\section*{Notes: screening and higher orders in $Z\alpha$ for Pb, from energies at scaled $c$}

I want to split the relativistic energy shift of Pb ($Z=82$) into the part linear in $\alpha^2$ and the higher orders. I use hartree atomic units, $c=1/\alpha$. I let $\alpha^2\to t\alpha^2$ at fixed $Z$ and write $x=t(Z\alpha)^2$. The data are $\Delta E(t)=E(t)-E(0)$ for the neutral atom, of the kind a point-nucleus Dirac--Coulomb Hartree--Fock code returns. The three values below were made for the exercise and rounded to $1\,E_h$.

\begin{equation}
\begin{array}{c|cccc}
t & c & x & Z^2x & \Delta E/E_h\\ \hline
1 & 137.036 & 0.35806 & 2407.61 & -1393\\
1/2 & 193.798 & 0.17903 & 1203.80 & -618\\
1/4 & 274.072 & 0.08952 & 601.90 & -293
\end{array}
\end{equation}

The measured cohesive energy of Pb, 2.03 eV/atom (0 K, as listed by Kittel 2005), is $0.075\,E_h$. Binding in the solid thus lives on a scale below the rounding step, and I work with the free atom.

\subsection*{Unscreened sum}

The Dirac--Coulomb level with $k=|\kappa|=j+\tfrac12$ is
\begin{equation}
\frac{E_{n\kappa}}{c^2}=\left[1+\frac{x}{(n-k+\sqrt{k^2-x})^2}\right]^{-1/2}
=1-\frac{x}{2n^2}-f_2x^2-f_3x^3-f_4x^4-\dots
\end{equation}
\begin{align}
f_2&=\frac{1}{2n^4}\left(\frac nk-\frac34\right),\\
f_3&=\frac{1}{8k^3n^3}+\frac{3}{8k^2n^4}-\frac{3}{4kn^5}+\frac{5}{16n^6},\\
f_4&=\frac{1}{16k^5n^3}+\frac{3}{16k^4n^4}+\frac{1}{16k^3n^5}-\frac{15}{16k^2n^6}+\frac{15}{16kn^7}-\frac{35}{128n^8}.
\end{align}
Each level holds $2k$ electrons. In shell $n$ each $k<n$ occurs for both signs of $\kappa$, and $k=n$ occurs once, so there are $2n-1$ levels with $2n^2$ places. Hence
\begin{equation}
\sum_\kappa 2k f_2=\frac{2n(2n-1)-\tfrac32n^2}{2n^4}=\frac{5}{4n^2}-\frac1{n^3}.
\end{equation}
With $c^2=Z^2/x$ the sum over all shells gives the term found by Schwinger (1980),
\begin{equation}
\Delta E^{(2)}=-S_2Z^2x,\qquad S_2=\frac{5\pi^2}{24}-\zeta(3)=0.85411,
\end{equation}
that is $-S_2Z^4\alpha^2$ at $t=1$. The Pauli operators confirm the pieces. The mass-velocity shift $-\frac{Z^2x}{2n^4}\big(\frac{n}{l+1/2}-\frac34\big)$ with weight $2(2l+1)$ gives $-5Z^2x/4n^2$. The Darwin shift $Z^2x/2n^3$ of two $s$ electrons gives $+Z^2x/n^3$. Spin--orbit coupling is traceless within each $l$. The sum converges, it scales as $Z^2$ at fixed $x$, and it therefore corrects the Scott term $Z^2/2$ of the total energy.

For the next order, with $H_n^{(p)}=\sum_{k\le n}k^{-p}$,
\begin{equation}
\sum_\kappa 2kf_3=\frac{H_n^{(2)}}{2n^3}+\frac{3H_n^{(1)}}{2n^4}-\frac{19}{8n^4}+\frac{1}{2n^5}.
\end{equation}
The Euler sums $\sum H_n^{(2)}/n^3=3\zeta(2)\zeta(3)-\tfrac92\zeta(5)$ and $\sum H_n^{(1)}/n^4=3\zeta(5)-\zeta(2)\zeta(3)$ make the products cancel:
\begin{equation}
S_4=\tfrac{11}{4}\zeta(5)-\tfrac{19}{8}\zeta(4)=0.28103 .
\end{equation}
Summing $f_4$ with the same weights gives $S_6=0.16414$. I collect all higher orders in one function,
\begin{equation}
\Delta E_{\rm bare}=-Z^2x\,[S_2+g(x)],\qquad g=S_4x+S_6x^2+\dots
\end{equation}
and obtain the terms beyond $S_6$ by summing numerically, level by level, the exact energy minus its expansion through $f_4$. The result is
\begin{equation}
g_1=0.12879,\qquad g_{1/2}=0.05632,\qquad g_{1/4}=0.02656 .
\end{equation}
At $t=1$ the bare contributions are $-2056$, $-242$ and $-51\,E_h$ from $S_2$, $S_4$, $S_6$, and $-17\,E_h$ from the rest. The higher orders add up to $-310\,E_h$, 15\% of the leading term. The leading term is itself 61\% of the Scott term, $3362\,E_h$, and the coefficient of $Z^2$ falls from $\tfrac12$ to $\tfrac12-x(S_2+g)=0.148$.

\subsection*{Model}

The bare sum overshoots the data, and screening is the reason. Well inside the Thomas--Fermi radius $\sim Z^{-1/3}$ an electron sees $-Z/r$ plus a constant, and a constant shifts Dirac and Schr\"odinger levels alike. Shell $n$ has radius $\sim n^2/Z$, so the hydrogenic terms hold up to $N\sim Z^{1/3}$. The tail of $S_2$ beyond $N$ is $\approx5/4N$, which puts the screening correction at relative order $Z^{-1/3}=0.230$. The shell terms of $S_4$ fall as $\zeta(2)/2n^3$, so their tail is $\approx\zeta(2)/4N^2\sim Z^{-2/3}$, and the K and L shells already supply 75\% of $S_4$. I therefore keep the shape of $g$ and allow it one factor:
\begin{equation}
y\equiv\frac{-\Delta E}{Z^2x}=A+\eta\,g(x),\qquad A=S_2-\beta Z^{-1/3}.
\end{equation}
The unknowns are $\beta$ and $\eta$. That one $\eta$ serves all higher orders is an assumption.

\subsection*{Inversion}

The data give $y_1=0.57858$, $y_{1/2}=0.51337$, $y_{1/4}=0.48679$. A rounding error of at most $0.5\,E_h$ becomes $\delta y=2.1$, $4.2$ and $8.3\times10^{-4}$, growing as $1/t$. I solve with the first two points and hold back the third. With $D=g_1-g_{1/2}=0.07247$,
\begin{align}
\eta&=\frac{y_1-y_{1/2}}{D}=\frac{0.06521}{0.07247}=0.900,\\
A&=\frac{g_1y_{1/2}-g_{1/2}y_1}{D}=0.4627,\\
\beta&=(S_2-A)Z^{1/3}=0.39141\times4.3445=1.700 .
\end{align}
The third point is then predicted at $-601.90\,(A+\eta g_{1/4})=-292.9\,E_h$, consistent with $-293$. The values were made from this form, so the test shows that the inversion is consistent and says nothing about the real atom.

\subsection*{Error propagation}

The inversion is linear, so the sensitivities to $u_t=|\Delta E(t)|$ are constants, per $E_h$:
\begin{equation}
\frac{\partial\eta}{\partial u_1}=0.0057,\quad
\frac{\partial\eta}{\partial u_{1/2}}=-0.0115,\quad
\frac{\partial\beta}{\partial u_1}=0.0014,\quad
\frac{\partial\beta}{\partial u_{1/2}}=-0.0064 .
\end{equation}
The worst case has the two rounding errors of opposite sign, and gives
\begin{equation}
\eta=0.900\pm0.009,\qquad A=0.4627\pm0.0009,\qquad \beta=1.700\pm0.004 .
\end{equation}
Either datum moves $\eta$ and $\beta$ in the same direction. A steeper line has a lower intercept, which reads as more screening. The pair $t=1,\tfrac14$ has a longer lever arm but a larger $\delta y$, and its bound on $\eta$ is 0.010, so I lose nothing by holding that point back.

At the physical $c$ the shift splits into $-1114\pm2\,E_h$ linear in $\alpha^2$ and $-279\pm3\,E_h$ of higher order. Screening removes $942\,E_h$ from the Schwinger term, far more than it removes from the higher orders. Their weight relative to the linear term consequently rises from 15\% to 25\%.

\subsection*{Uniqueness}

Within the model the solution is unique because $D\neq0$. Across models two points decide nothing. If I truncate $g\to S_4x$, then $D=0.05031$, and the same two points are fitted exactly by $\eta=1.30$, $A=0.44816$, $\beta=1.76$. The third point exposes this. For the truncated form $y_{1/4}=\tfrac32y_{1/2}-\tfrac12y_1$, which predicts $-289.4\,E_h$. The miss of $3.6\,E_h$ exceeds the $0.94\,E_h$ that rounding allows, $0.5\,(1+\tfrac34+\tfrac18)$. Keeping $S_6$ as well gives $\eta=0.99$, still displaced by about ten times the rounding bound. At $x=0.36$ the series has to be summed.

One element fixes $A$ and not its $Z$ dependence. A term $\beta'Z^{-2/3}$ in $S_2-A$, with $Z^{-2/3}=0.053$, is absorbed as a shift $0.230\,\beta'$ of $\beta$. For $\beta'$ of order one this is far above $\pm0.004$. My $\beta$ is therefore an effective value for Pb, and the asymptotic coefficient needs data at several $Z$.

\subsection*{Terms outside the data}

A code with a finite nucleus would bias the fit. The Dirac $1s$ radial density is $(2Z)^{2s+1}r^{2s}e^{-2Zr}/\Gamma(2s+1)$ with $s=\sqrt{1-x}$. For a uniform sphere the potential changes by $Z/r-Z(3-r^2/R^2)/2R$ at $r<R$. First order in this change, with $e^{-2Zr}\approx1$ inside, gives per electron
\begin{equation}
\delta(s)=\frac{2Z^2(2ZR)^{2s}}{\Gamma(2s+1)}\left[\frac1{2s}-\frac{3}{2(2s+1)}+\frac{1}{2(2s+3)}\right].
\end{equation}
With a typical $R\approx7.1$ fm, $2ZR=0.0220$. The K shell lowers $u_t$ by $2[\delta(s)-\delta(1)]$, which is $5.8\,E_h$ at $t=1$ and $1.3\,E_h$ at $t=\tfrac12$. This is a rough estimate, since the perturbation is strong near the origin and outer shells are left out. Through the sensitivities it shifts $\eta$ by about $-0.02$, twice the rounding bound.

The Breit interaction has the scale $Z^3\alpha^2=29\,E_h$ and would enter $A$ at order $1/Z=0.012$. One-loop QED has the scale $Z^4\alpha^3/\pi=5.6\,E_h$. Both scales carry factors of order one that I have not computed. They are small against $279\,E_h$ and large against the rounding, so for a Hamiltonian that contains them or a finite nucleus the third decimals of $\eta$ and $\beta$ mean nothing until these terms are modelled.